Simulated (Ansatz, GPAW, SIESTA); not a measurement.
GaGe3: 3 runs at one level of theory

```xyz
4
Lattice="0.0000 3.3872 3.3872 3.3872 0.0000 3.3872 3.3872 3.3872 0.0000" Properties=species:S:1:pos:R:3 pbc="T T T"
Ge    3.3872    3.3872    3.3872
Ge    5.0808    5.0808    5.0808
Ge    1.6936    1.6936    1.6936
Ga    0.0000    0.0000    0.0000
```

The cell comes from a database or a generator and needn't be the stable form of this composition.

Alike in all runs: task band structure; functional LDA; k mesh 7 × 7 × 7; occupations fermi-dirac, width 0.05 eV; no spin polarisation; no spin-orbit coupling. LDA stands for any of its common fits. Pressure is positive in compression and, in plane waves, holds the error of the finite cutoff, which Ansatz's Pulay term estimates and takes out.

```
                                                                                   program and potentials  plane-wave cutoff (eV)                                                                                                                               notes  pressure (GPa)
                                                                                       Ansatz, Ansatz PAW                     420  potentials made for PBE, which Ansatz adapts in part; 13.75 valence electrons an atom on average; Pulay term of +0.03 GPa included           -5.50
SIESTA, files PseudoDojo sr-lda-0.4.1-standard, DZP (energy shift 0.003 Ry; two zetas on semicore shells)                       -                                                                            atomic basis; 13.75 valence electrons an atom on average           -4.13
                               GPAW, the program's PAW data sets (release 1.2.1) made for this functional                     600                                                                                           3.75 valence electrons an atom on average           -5.69
```

The pressure spans -5.69 (GPAW, the program's PAW data sets (release 1.2.1) made for this functional) to -4.13 GPa (SIESTA, files PseudoDojo sr-lda-0.4.1-standard, DZP (energy shift 0.003 Ry; two zetas on semicore shells)). Rows in atomic bases carry the error of their basis and grid, which can be large.

The functional is the same throughout but for its coding, so the spread measures potentials, basis and numerics; runs on potential files found faulty are left out.

All three runs give a negative pressure, so at this volume the lattice is under tension and would contract if allowed to relax isotropically. The probable reason is LDA's familiar overbinding, which favours shorter bonds and higher density; a cell taken from a gradient-corrected relaxation would show this sign, though its origin isn't given. The atoms occupy an ordered bcc-type arrangement, far from the open tetrahedral network that directional sp³ bonds favour in elemental germanium. Cohesion here probably relies more on delocalised s and p electrons, but the pressures alone can't establish that bonding picture.

The two plane-wave and PAW results, -5.50 and -5.69 GPa, lie close together although only one treats the semicore d shells as valence. The SIESTA value of -4.13 GPa stands apart despite including those shells, so their inclusion alone doesn't account for the spread, which more probably reflects the limited flexibility of its orbitals. A pressure at a single volume fixes the direction of relaxation, but neither the equilibrium lattice constant nor the compressibility.
